## The smallest basis binds too strongly

STO-3G looks wrong in an unexpected direction. It puts the atomization energy of PH₂ about 100 kJ/mol above the quadruple-zeta value, while the next larger basis, 6-31G, falls about 150 below it. From there the value climbs with every enlargement. The errors worth remembering, all relative to quadruple zeta, are over a hundred kJ/mol without polarization functions, some tens at double zeta and about ten at triple zeta.

Ansatz 0.2.0, strongly contracted NEVPT2 on a full-valence active space (7 electrons in 6 orbitals for the molecule), with the phosphorus core frozen in the perturbation step. The molecule is neutral PH₂ in a doublet state, held at its MP2(full)/6-31G* geometry in every basis.

```csv
basis,functions,atomization energy less its quadruple-zeta value (kJ/mol)
STO-3G,11,101.80
6-31G,17,-152.50
6-31Gstar,23,-84.40
cc-pV(D+d)Z,33,-44.20
cc-pV(T+d)Z,67,-11.70
cc-pV(Q+d)Z,124,0.00
```

The molecule is in the same doublet state in every row, so the cause lies in the basis. The atomization energy is a difference,

$$D = E_\text{atoms} - E_\text{molecule},$$

and a larger basis lowers both terms here. Binding grows only if the molecule gains more than the atoms do.

## STO-3G spoils the atoms

The hydrogen function in STO-3G is contracted to suit hydrogen in a molecule. A free atom is forced to use the same function, which is too tight for it. For a single Slater function with exponent $\zeta$, the energy of a hydrogen atom in hartree is

$$E(\zeta) = \tfrac12\zeta^2 - \zeta = -\tfrac12 + \tfrac12(\zeta-1)^2.$$

The standard exponent exceeds the free-atom value of 1 by about 0.24. Each atom therefore lies too high by $0.24^2/2 \approx 0.029$ hartree, and two atoms by about 151 kJ/mol. The real error is somewhat larger, because three Gaussians copy the Slater function imperfectly. Separated atoms that lie too high look like strong binding.

With this estimate taken off, STO-3G would lie about 49 kJ/mol below quadruple zeta, on the same side as its neighbours, and with the full error somewhat lower. It would still lie well above 6-31G. The phosphorus functions, also chosen with molecules in mind, may account for part of that difference, but this is untested.

STO-3G also stands apart in its treatment of correlation. Its 11 functions are all used up by core and active orbitals, so the perturbation correction is zero. Its high value is an accident of poor atoms and says nothing good about the description of the bonds.

## Polarization functions repair the bonds

6-31G gives the hydrogen atom a second function and so removes most of its error. What remains is a poor molecule: s and p functions alone cannot shift charge well into the bonds. The step to 6-31G* adds only d functions on phosphorus, and binding rises by 68 kJ/mol.

Symmetry explains why the molecule profits more. A free phosphorus atom has a half-filled p shell and is spherical, so d functions leave its orbitals unchanged and improve only its correlation energy. In the bent molecule they mix into the bonding orbitals as well, and the active-space energy falls by 83 kJ/mol. The separation is slightly blurred, because one of the six added functions is s-like and can help the atom's orbitals a little.

The perturbation correction probably adds nothing to the binding on this step and may even lower it a little. In the molecule it grows by 111 kJ/mol, but the atoms gain 126, by the symmetry argument nearly all of it correlation. The sum $83 + 111 - 126 = 68$ recovers the rise in binding. The d functions thus seem to strengthen the bonds mainly by letting the orbitals change shape.

The next set, cc-pV(D+d)Z, also gives hydrogen p functions and phosphorus a second set of d functions. More freedom of the same kind is the likely reason for the further rise of 40 kJ/mol, though the two additions weren't tested apart.

On each step after 6-31G the atoms gain about two thirds of what the molecule gains, and binding keeps the remaining third. This is a regularity of these five basis sets, and no law requires it. It does show why a large drop in total energy is a poor measure of improved binding.

## The slow tail

The later steps shrink, but not quickly. Two electrons of opposite spin avoid each other at short range, and smooth orbital products describe that sharp feature poorly. Theory gives a correlation error that falls as $1/X^3$ in large sets, where $X$ is 2, 3 or 4 for double, triple or quadruple zeta.

A cubic law drawn through the triple- and quadruple-zeta values can be tested on double zeta, which took no part in fixing it. It predicts a shift of −60 kJ/mol, whereas the calculation gives −44. The active-space part of the binding needn't follow this law, but the perturbation correction of the molecule shows the same departure: its last two steps have a ratio of 3.0, where the cubic law demands 4.1. The law thus doesn't hold over the whole range from double to quadruple zeta, and the output below gives the details.

## What to do with it

Quadruple zeta is the zero of the table, not the end of the road. The cubic law puts the limit about 9 kJ/mol higher and a geometric series about 7, but three points cannot settle its position. The error of the NEVPT2 level itself comes on top and isn't measured here.

PH₂ is a fragment of phosphine, a source of phosphorus for doping silicon. For the bond energies of such a fragment, double zeta still costs about $44/2 = 22$ kJ/mol per bond relative to quadruple zeta. A sound rule is to judge a basis by how little the binding changes on the next enlargement, and to start that comparison only once polarization functions are present. While the binding still climbs, that change understates the error: from double to triple zeta it is 32.5 kJ/mol, yet double zeta lies 44 below quadruple zeta.

Numerical output:

```
Energies in kJ/mol, molecule and atoms counted from quadruple zeta:
          row  atomization energy  molecule too high by  separated atoms too high by  perturbation correction of molecule
       STO-3G               708.2                 10413                        10515                                    0
        6-31G               453.9                 444.6                        292.1                               -49.24
    6-31Gstar                 522                 250.6                        166.2                               -160.7
  cc-pV(D+d)Z               562.2                 133.3                        89.05                               -212.3
  cc-pV(T+d)Z               594.7                 32.48                        20.78                               -281.7
  cc-pV(Q+d)Z               606.4                     0                            0                                 -305
Gains on the step from the row above in kJ/mol:
          row  change of binding  molecule lowered by  atoms lowered by  atoms' gain in percent of molecule's
        6-31G             -254.3                 9968             10223                                 102.6
    6-31Gstar               68.1                  194             125.9                                  64.9
  cc-pV(D+d)Z               40.2                117.4             77.17                                 65.75
  cc-pV(T+d)Z               32.5                100.8             68.27                                 67.75
  cc-pV(Q+d)Z               11.7                32.48             20.78                                 63.98
Estimated rise of two free H atoms in STO-3G from the contracted exponent, kJ/mol: 151.2
STO-3G shift after removing that estimate, kJ/mol: -49.43
Functions added from 6-31G to 6-31G*: 6
Molecule's active-space energy lowered by d functions on P, kJ/mol: 82.59
Molecule's perturbation correction enlarged by d functions on P, kJ/mol: 111.4
Ratio of the binding steps double-triple to triple-quadruple: 2.778
The same ratio under the inverse cubic law: 4.108
The same ratio in the molecule's perturbation correction: 2.99
Double-zeta shift predicted by the cubic law through triple and quadruple, kJ/mol: -59.76
Prediction less computed double-zeta shift, kJ/mol: -15.56
Rise still to come beyond quadruple zeta by the cubic law, kJ/mol: 8.538
Rise still to come beyond quadruple zeta by a geometric series, kJ/mol: 6.581
Perturbation part of the molecule's lowering from triple to quadruple, percent: 71.52
```
